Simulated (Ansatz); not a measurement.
# SiH3Cl (SiClH3): the energy, rung by rung

SiH3Cl has 5 atoms, charge 0, and is taken as a singlet. SMILES: `[H][Si]([H])([H])Cl`. The shape is that of a GFN2-xTB optimisation.

```xyz
5

Si    0.0003    0.0019   -0.1294
Cl    0.0107   -0.0208    1.8806
H     1.3823    0.0112   -0.5949
H    -0.7007    1.2037   -0.5665
H    -0.6925   -1.1960   -0.5898
```

Each level gives the energy change with the Si1–Cl2 bond stretched from 2.010 to 4.020 Å (eV). The values are calculated.

```tsv
level	kind	program	value (eV)	less FCI/STO-3G
HF/STO-3G (restricted)	Hartree–Fock	Ansatz	7.05	+2.54
SVWN5/STO-3G (restricted)	LDA	Ansatz	5.33	+0.82
PBE/STO-3G (restricted)	GGA	Ansatz	4.96	+0.45
BHLYP/STO-3G (restricted)	global hybrid	Ansatz	6.17	+1.66
r2SCAN0/STO-3G (restricted)	hybrid meta-GGA	Ansatz	5.85	+1.34
CAM-B3LYP/STO-3G (restricted)	range-separated hybrid	Ansatz	6.04	+1.53
CCSDT(Q)/STO-3G (restricted)	coupled cluster or CI	Ansatz	4.54	+0.03
CCSDT/STO-3G (restricted)	coupled cluster or CI	Ansatz	4.51	0.00
FCI/STO-3G	exact in the basis	Ansatz	4.51	0.00
```

FCI/STO-3G is exact within its basis and frozen core, so for wave-function methods in that basis the difference is their error; functionals converge differently with the basis, so for them it is only a difference. Spin-restricted single references rise too steeply as a bond breaks, Hartree–Fock most of all. Perturbation and coupled-cluster corrections on them can overshoot downwards. The first shape isn't each level's own minimum. The values span 4.51 to 7.05 eV. All rows use very small basis sets, so even the best lies far from the true value.

Every Hartree–Fock and density-functional value lies above the full-CI stretching energy of 4.51 eV, while CCSDT matches it to the printed precision. The main cause is left-right correlation in the Si–Cl σ pair. As the bond lengthens, σ and σ* approach each other in energy and the σ*² configuration gains weight, but a closed-shell determinant keeps the pair in σ and retains too much ionic character. Semilocal exchange partly mimics this correlation, whereas exact exchange does not. This probably explains why PBE comes closest among the functionals, the three hybrids lie higher and Hartree–Fock is highest.

CCSDT succeeds because only one bond is being broken, so double excitations describe the essential pair rearrangement and triples add its coupling to the remaining electrons. The perturbative quadruples raise the energy change by 0.03 eV instead of improving it, which suggests that small orbital-energy denominators make the correction unreliable here. The stretch ends at a finite separation, so none of these values is a bond dissociation energy.
